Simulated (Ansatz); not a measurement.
# A series in volume scale on Ti

Results calculated with Ansatz 0.2.0, not measured. Free energy against uniform scaling of the volume at fixed shape and fractions; periodic cell, basis, potentials, k mesh and filling as listed.

The cell before it is scaled or strained (space group P6/mmm, No. 191):
```
Ti
1.0
      4.6000     0.0000     0.0000
     -2.3000     3.9837     0.0000
      0.0000     0.0000     2.8200
Ti
3
Direct
  0.00000 0.00000 0.00000
  0.33333 0.66667 0.50000
  0.66667 0.33333 0.50000
```

Settings of every row: functional LDA; dispersion none; potentials all-electron LAPW; k mesh 7x7x10; k shift 0x0x0; occupations fermi dirac; smearing width 0.1 eV; spin none; basis error target 0.002 eV/atom; SCF threshold exponent -5.

Limits: coarse k mesh, up to 40 meV an atom off; loose SCF threshold.

```csv
row,volume scale,V (Å³/atom),energy above lowest point (meV/atom)
1,0.92,15.847,0
2,0.96,16.536,?
3,1,17.226,41
4,1.04,17.915,87.4
5,1.08,18.604,147
```

Question: what energy above lowest point should row 2 give?

Worked fit of energy above lowest point. Take u = (V_r/V)^(2/3) − 1 with V_r = 17.57 Å³ an atom, which is twice the finite (Eulerian) strain; such expansions in the strain, on which the Birch-Murnaghan equation of state is built, carry the rest volume and the bulk modulus. The shown rows have u = 0.07123, 0.01327, -0.01288, -0.0374. Least squares give energy above lowest point = 62.38 − 1784.5 × u + 12760 × u² meV/atom; a straight line predicts inner rows, each left out in turn, worse (root mean square 23 against 0.16 meV/atom). The rows lie off it by 0.0, 0.1, -0.1, 0.0. Its lowest point lies at u = 0.0699, or V = 15.88 Å³ an atom, and the curvature there gives the bulk modulus at fixed shape and fractions, B = (4/9)(1 + u)² E″(u)/V = 131 GPa. Letting shape and atoms relax would as a rule lower it, by much in layered, chain or molecular crystals. The withheld row has u = 0.04126, so the fit gives 62.38 − 1784.5 × (0.04126) + 12760 × (0.04126)² = 10.5 meV/atom.

The calculation gave 10.6 meV/atom. The fit lies 0.1 meV/atom (0.068 % of the column's range) below it, one unit of the last digit.
